## Why does a high-spin WH⁺ ion bind without an electron pair, and why does PBE turn down at the end?

I have energies for WH⁺ with six unpaired electrons, calculated as the tungsten–hydrogen distance changes. Every method's energy is counted from its own value at 2.059 Å.

Calculated with Ansatz 0.2.0 and the in-house AFQMC program afq 1 for WH⁺ (charge +1, spin multiplicity 7) along the W–H distance, with the def2-TZVPP basis and unrestricted determinants. Cores are frozen in MP2, CCSD(T) and AFQMC; released AFQMC lifts the phaseless constraint. Each method's energies are counted from its own value at 2.059 Å.

```csv
point distance (Å),number,"HF, energy from the start of the scan (eV)","MP2, energy from the start of the scan (eV)","CCSD(T), energy from the start of the scan (eV)","phaseless AFQMC, energy from the start of the scan (eV)","released AFQMC, energy from the start of the scan (eV)","PBE, energy from the start of the scan (eV)","PBE0, energy from the start of the scan (eV)"
1.644,1,0.686,0.564,0.565,0.562,n/a,0.606,0.577
2.548,2,0.098,0.233,0.245,0.246,0.251,0.182,0.214
3.248,3,0.188,0.429,0.475,0.475,0.473,0.432,0.489
4.573,4,0.204,0.470,0.527,0.527,0.526,0.499,0.594
7.123,5,0.211,0.479,0.536,0.536,0.539,0.394,0.605
```

With all spins parallel I expected repulsion, yet pulling the atoms apart costs energy. Hartree–Fock (HF) sees much less of that cost than CCSD(T), although at the shortest distance it lies above CCSD(T). And why does PBE fall between the last two distances, when HF, MP2, CCSD(T) and PBE0 rise?

## Answer

**An empty orbital in place of a pair**

Start with the electrons outside the frozen shells. At 1.644 Å the calculation puts two in δ orbitals, two in π and two in σ, all with the same spin. No two of them share an orbital, so this is not an ordinary W–H bond. That bond belongs to a lower-spin state and is several times stronger, roughly 2 eV as I recall. I have these occupations at 1.644 Å only; what follows assumes that the same state continues along the curve.

The simplest comparison is triplet H₂. There two parallel electrons must fill both the bonding and the antibonding combination of two 1s orbitals. The antibonding one costs more than the bonding one gains, so the atoms repel each other at bonding distances.

WH⁺ has more room. The 5d and 6s shells of tungsten and the 1s orbital of hydrogen make seven orbitals for six parallel electrons, so one can stay empty. Since the δ and π orbitals are filled, the empty one is of σ type. The three σ orbitals (H 1s, W 6s and the W 5d orbital along the axis) can therefore mix so that the most repulsive combination is the empty one. Hydrogen's electron then spreads a little into space that tungsten leaves open.

This orbital argument helps to explain why HF already finds some attraction. It need not be the whole reason, because the charge of W⁺ also pulls on the hydrogen atom, and the energies alone don't separate the two effects. The well has a short reach: CCSD(T) has completed 89% of its rise by 3.248 Å, as expected if most of the attraction needs the two electron clouds to be close. The comparison with triplet H₂ ends there, because H₂ has neither a charge nor a shell of d electrons.

**Why correlation supplies most of the well**

At 7.123 Å HF has risen by 0.211 eV and CCSD(T) by 0.536 eV. The difference, about 60% of the CCSD(T) rise, is correlation: the way electrons avoid one another beyond what an average field describes. Parallel electrons are already kept apart by the Pauli principle, but that doesn't remove their correlation altogether.

A count of pairs shows why it depends on distance. Six parallel electrons form 15 pairs, while the five on a separate W⁺ ion form 10. The other five pairs each join hydrogen's electron to one on tungsten. When the atoms are close, these electrons can adjust to each other's motion, which lowers the energy; when the atoms separate, that gain is lost.

The numbers agree with this picture in sign and course. From the shortest to the largest distance the ion loses 0.446 eV of correlation energy, or 23% of the amount at 1.644 Å. The loss grows with every step and has almost levelled off by 4.573 Å. That most of it comes from the five W–H pairs is a theoretical argument, since the pairs within tungsten may change too.

The same cause explains why HF errs in opposite directions on the two sides of the start. Correlation pulls the atoms together with about 0.3 eV per Å on both sides of 2.059 Å. Without that pull, HF makes compression too costly and stretching too cheap. MP2, the simplest correction to HF, restores 82% of the correlation part at the largest distance; the rest needs the higher-order terms that CCSD(T) contains.

**What remains at long range**

Once the orbitals no longer overlap, a simple attraction is the main one left. The charge of W⁺ pulls hydrogen's electron cloud towards itself and so creates a dipole. The dipole grows as $1/R^2$, and so does the field that acts on it. Half of the energy gained goes into deforming the atom, which leaves

$$V(R)=-\frac{\alpha e^2}{2R^4},$$

where $R$ is the distance, $e$ the elementary charge (in units where two charges interact as $e^2/R$) and $\alpha$ the polarisability of hydrogen.

For hydrogen $\alpha$ is about 0.67 Å³, so $\alpha e^2/2$ is about 4.8 eV Å⁴. The rise between the last two distances should then be

$$4.8\left(\frac{1}{4.573^4}-\frac{1}{7.123^4}\right)\ \text{eV}\approx 0.011-0.002=0.009\ \text{eV}.$$

CCSD(T) rises by 9 meV. Nothing was fitted here, but agreement to the last meV is partly luck. The formula leaves out dispersion, the attraction between fluctuating dipoles. The calculations, for their part, use a basis without diffuse functions on hydrogen, which makes the atom too hard to polarise and should weaken the attraction. HF contains the attraction too, because the response of a single electron to an outside charge needs no correlation; it rises by 7 meV.

One step further in, between 3.248 and 4.573 Å, the formula is too simple. It gives 32 meV, while HF rises by 16 and CCSD(T) by 52. In HF, remaining Pauli repulsion and the limited basis can both hold the rise down; in CCSD(T), correlation more than makes up for it. Near contact the formula has no meaning, since it treats the atoms as separate objects. The output below has this estimate for every step.

**Why PBE turns down**

Against an expected rise of 9 meV, PBE falls by 105 meV. No ordinary force between W⁺ and a neutral hydrogen atom would do this, because the two attract each other at long range. The likely cause is a known fault of functionals such as PBE: they make it too favourable to spread a fraction of an electron over two distant fragments.

Here the ion should separate into W⁺ and H, since hydrogen holds its electron more tightly than tungsten does. PBE may instead move part of hydrogen's electron to W⁺. Both fragments then carry a positive charge and repel each other. That repulsion weakens as they move apart, so the false state drops in energy just where the true curve becomes flat.

This explanation has not been tested. A change to another electronic state of tungsten at the last point could also lower the energy. The charges of the two atoms at 7.123 Å would help to decide: a hydrogen atom with a clear positive charge would support the first cause.

PBE0 replaces a quarter of PBE's exchange by exact exchange, which reduces the tendency to spread charge. It rises by 11 meV in the last step, close to the simple estimate. Its deviation at the end has the opposite sign to PBE's: it ends 69 meV above CCSD(T), and nearly all of that is already there at 4.573 Å. So PBE0 has the long-range shape about right but makes separation too costly. Not all of this need be the functional's fault, because it also treats changes in tungsten's outer core that CCSD(T) leaves frozen.

**How far to trust the reference curve**

CCSD(T) and phaseless AFQMC, a random-walk method, differ by at most 3 meV. The statistical noise is of similar size where I can compare it, at 1.644 Å, so neither can be called the better one. Their agreement is reassuring, but it is not a fully independent test: the random walk is guided by a trial wavefunction built from coupled-cluster amplitudes. Both methods also use the same basis and frozen cores, so errors from those don't show in the comparison and could be much larger than the gap between the two. This is an easy case as well. Stretching this ion breaks no electron pair, and one arrangement of the electrons can describe it both near the start and at separation. The ordinary WH⁺ bond would be a harder test.

The curve should not be compared directly with experiment either. Spin–orbit coupling is left out, and in W⁺ it splits the levels by several tenths of an eV, as much as the whole well. What the curve does show is that a high-spin ion can hold together, with most of the binding provided by correlation between parallel electrons. The likely reasons for the rest are an empty σ orbital, which eases the repulsion, and the pull of the ion's charge on hydrogen.

Numerical output:

```
Correlation part and deviations from CCSD(T) in meV:
    row  CCSD(T) less HF  MP2  phaseless AFQMC  released AFQMC   PBE  PBE0
  1.644             -121   -1               -3             n/a    41    12
  2.548              147  -12                1               6   -63   -31
  3.248              287  -46                0              -2   -43    14
  4.573              323  -57                0              -1   -28    67
  7.123              325  -57                0               3  -142    69
Change from the previous distance in meV:
    row    HF   MP2  CCSD(T)   PBE  PBE0  charge and induced dipole
  2.548  -588  -331     -320  -424  -363                      543.3
  3.248    90   196      230   250   275                      70.76
  4.573    16    41       52    67   105                      32.16
  7.123     7     9        9  -105    11                      9.113
Share of the CCSD(T) rise at the largest distance that HF gives, percent: 39.37
Share of that rise that correlation gives, percent: 60.63
Share of that rise reached at the third distance, percent: 88.62
Share of the correlation part at the largest distance that MP2 gives, percent: 82.46
Mean slope of the correlation part inside the start, eV per angstrom: 0.2916
Mean slope of the correlation part just outside the start, eV per angstrom: 0.3006
Size of the CCSD(T) correlation energy at the shortest distance, eV: 1.972
Correlation energy lost from the shortest to the largest distance, eV: 0.446
The same loss as a share of the correlation energy at the shortest distance, percent: 22.61
Pairs among six parallel electrons: 15
Pairs among the five electrons of separate W+: 10
CCSDT(Q) less CCSD(T) in total energy at the shortest distance, meV: -6.51
Largest gap between phaseless AFQMC and CCSD(T), meV: 3
Largest gap between released AFQMC and CCSD(T), meV: 6
```
